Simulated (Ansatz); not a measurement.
## NbCd₃: the change of pressure and energy less free atoms with volume scale

Results calculated with Ansatz 0.2.0, not measured. Periodic Kohn-Sham DFT of a crystal at fixed atoms, scaled to volume_scale times the given cell; pressure positive in compression, energy less spherical unpolarised free atoms, largest_vzz the field gradient of largest size among the nuclei.

The cell before it is scaled or strained (space group Pm-3m, No. 221):
```
cell vectors (Å)
   4.2150     0.0000     0.0000
   0.0000     4.2150     0.0000
   0.0000     0.0000     4.2150
atoms (fractions of the cell vectors)
Nb  0.00000  0.00000  0.00000
Cd  0.00000  0.50000  0.50000
Cd  0.50000  0.00000  0.50000
Cd  0.50000  0.50000  0.00000
```

Settings of every row: method all-electron LAPW; functional LDA; relativity scalar; k mesh 9x9x9; filling fermi-dirac; smearing width 0.08 eV; basis error target 0.5 meV/atom; nucleus gaussian.

Atom start moment: 0 on all atoms.

```
row  volume scale  V (Å³/atom)  pressure (GPa)  energy less free atoms (eV/atom)
  1          0.94       17.598           5.488                           -3.8767
  2          0.98       18.347          -0.176                           -3.8886
  3             1       18.721               ?                                 ?
  4          1.01       18.908          -3.598                           -3.8818
  5          1.04        19.47          -6.439                           -3.8641
```

Question: what pressure and energy less free atoms should row 3 give?

Worked fit of pressure. Take u = (V_r/V)^(2/3) − 1 with V_r = 18.628 Å³ an atom, which is twice the finite (Eulerian) strain; such expansions in the strain, on which the Birch-Murnaghan equation of state is built, carry the rest volume and the bulk modulus. The shown rows have u = 0.03865, 0.01018, -0.0099, -0.02904. Least squares give pressure = −1.9694 + 170.621 × u + 577.12 × u² GPa; a straight line predicts inner rows, each left out in turn, worse (root mean square 0.42 against 0.0082 GPa). The rows lie off it by 0.001, -0.003, 0.004, -0.001. The pressure vanishes at u = 0.0111, or V = 18.32 Å³ an atom, and there the bulk modulus at fixed shape and fractions is B = −V dP/dV = (2/3)(1 + u) dP/du = 124 GPa. The withheld row has u = -0.00331, so the fit gives −1.9694 + 170.621 × (-0.00331) + 577.12 × (-0.00331)² = -2.528 GPa.

The calculation gave -2.527 GPa. The fit lies 0.001 GPa (0.0084 % of the column's range) below it, one unit of the last digit.

Worked fit of energy less free atoms. Take u = (V_r/V)^(2/3) − 1 with V_r = 18.628 Å³ an atom, which is twice the finite (Eulerian) strain; such expansions in the strain, on which the Birch-Murnaghan equation of state is built, carry the rest volume and the bulk modulus. The shown rows have u = 0.03865, 0.01018, -0.0099, -0.02904. Least squares give energy less free atoms = −3.88671 − 0.3343 × u + 15.336 × u² eV/atom; a straight line predicts inner rows, each left out in turn, worse (root mean square 0.011 against 0.0002 eV/atom). The rows lie off it by 0.0000, -0.0001, 0.0001, 0.0000. Its lowest point lies at u = 0.0109, or V = 18.33 Å³ an atom, and the curvature there gives the bulk modulus at fixed shape and fractions, B = (4/9)(1 + u)² E″(u)/V = 122 GPa. The withheld row has u = -0.00331, so the fit gives −3.88671 − 0.3343 × (-0.00331) + 15.336 × (-0.00331)² = -3.8854 eV/atom.

The calculation gave -3.8854 eV/atom. The fit meets it to the printed digit.
